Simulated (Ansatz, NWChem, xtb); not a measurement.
Ligand exchange: HF + C2H4FI → HI + C2H4F2

Gas-phase species: HF (hydrogen fluoride), singlet; C2H4FI `CC(F)I`, singlet; HI (hydrogen iodide), singlet; C2H4F2 (1,1-difluoroethane) `CC(F)F`, singlet. The partners trade F for I: H–F and C–I bonds give way to H–I and C–F.

Shapes, held fixed at every level: PBE0-D4/def2-TZVP. Programs: Ansatz 0.2.0, NWChem 7.3.0, xtb 6.7.1. The zero-point and thermal change to 298 K, harmonic and unscaled (PBE0-D4/def2-TZVP), is -5.3 kJ/mol.

Task: Estimate ΔH(298 K) of this reaction.

Result: The highest level, CCSD(T)/def2-TZVPP, gives ΔH(298 K) = -15.3 kJ/mol; the levels span -87.9 to -15.3. GFN2-xTB strays far from the other rows. The column of differences is taken from that level and isn't an error. No measured value is set beside it here. For atoms past krypton def2 sets carry core potentials with scalar relativity. Outer-core shells of I are correlated, in sets that cover them unevenly. CCSD(T)/def2-TZVPP lies outside the range of the other correlated levels here, so it shouldn't be taken on trust.

```
               level                   kind  ΔH(298 K) (kJ/mol)  less CCSD(T)/def2-TZVPP
            GFN2-xTB         semi-empirical               -87.9                    -72.6
         HF/def2-SVP           Hartree–Fock               -70.1                    -54.8
       HF/def2-TZVPP           Hartree–Fock               -47.3                    -32.0
    SPW92/def2-TZVPP                    LDA               -21.6                     -6.3
r2SCAN-D4/def2-TZVPP               meta-GGA               -20.0                     -4.7
    CCSD(T)/def2-SVP  coupled cluster or CI               -47.8                    -32.5
       CCSD/def2-SVP  coupled cluster or CI               -50.9                    -35.6
  CCSD(T)/def2-TZVPP  coupled cluster or CI               -15.3                      0.0
```

Every level makes the exchange exothermic, but by very different amounts. The reaction trades one strong bond to fluorine for another, and one weak bond to iodine for another, so the enthalpy is a small remainder of large terms. What favours the products is probably the geminal pair of fluorines in 1,1-difluoroethane, where lone-pair donation into the neighbouring C–F σ* orbital strengthens both bonds.

Enlarging the basis makes the reaction less exothermic in both Hartree–Fock and CCSD(T), probably because the small set describes the compact, strongly polar HF molecule poorly. Correlation acts in the same direction: with def2-SVP, the value goes from -70.1 kJ/mol in Hartree–Fock to -50.9 in CCSD and -47.8 in CCSD(T), so most of the shift comes before the triples. This suggests that correlation between polarisable iodine and its neighbours stabilises the fluoroiodide more than it does HI. As both basis changes point towards thermoneutrality, the calculations support at most a modest driving force, and its sign at the basis-set limit remains open.
